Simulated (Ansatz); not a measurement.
# How methods differ on [B2H4]− (SMILES B[BH2-])

[B2H4]− has 6 atoms, charge -1, and is taken as a doublet. As SMILES, `B[BH2-]`. The coordinates come from a GFN2-xTB relaxation.

```xyz
6

B    -0.1716   -0.7714   -0.0253
B     0.1693    0.7737    0.0273
H    -0.5804   -1.4388    0.9210
H    -0.0699   -1.4854   -1.0207
H     0.5757    1.4355   -0.9254
H     0.0769    1.4865    1.0230
```

Each level gives the energy change with the B1–H3 bond stretched from 1.228 to 1.842 Å (eV). The values are calculated.

```tsv
level	kind	program	value (eV)
UBLYP/STO-3G	GGA	Ansatz	2.26
UPBE/STO-3G	GGA	Ansatz	2.34
UB3LYP/STO-3G	global hybrid	Ansatz	?
UBHLYP/STO-3G	global hybrid	Ansatz	?
UPBE0/STO-3G	global hybrid	Ansatz	2.62
U-wB97X/STO-3G	range-separated hybrid	Ansatz	2.68
UHSE06/STO-3G	range-separated hybrid	Ansatz	2.62
RPA@PBE/STO-3G	RPA	Ansatz	2.34
FCI/STO-3G	exact in the basis	Ansatz	2.44
```

Question: Estimate what the levels marked ? give.

Answer: As computed at these levels: UB3LYP/STO-3G: 2.50 eV; UBHLYP/STO-3G: 2.81 eV. Sets without diffuse functions describe the anion poorly. The first shape isn't each level's own minimum. The values span 2.26 to 2.81 eV. All rows use very small basis sets, so even the best lies far from the true value.

Stretching the B–H bond costs 2.44 eV in the exact treatment within this basis. Both GGAs fall below that value and every hybrid lies above it, with UB3LYP closest at 2.50 eV. The rise from UBLYP through UB3LYP to UBHLYP follows the growing share of exact exchange. As the σ bond lengthens, its two electrons increasingly avoid each other by staying on opposite atoms. Semilocal exchange mimics part of this left-right correlation, whereas exact exchange removes that contribution without a fully compensating correlation term, so the stretched structure is probably penalised too strongly.

UPBE0 and UHSE06 agree at 2.62 eV, which suggests that screening long-range exchange matters little for such a local distortion. The unpaired electron occupies mainly the B–B π orbital, so the stretch chiefly probes a two-electron B–H bond rather than the one-electron π bond. UB3LYP's closeness to FCI may therefore reflect a balance of errors specific to this stretch, and does not establish its accuracy for complete B–H dissociation or electron attachment.
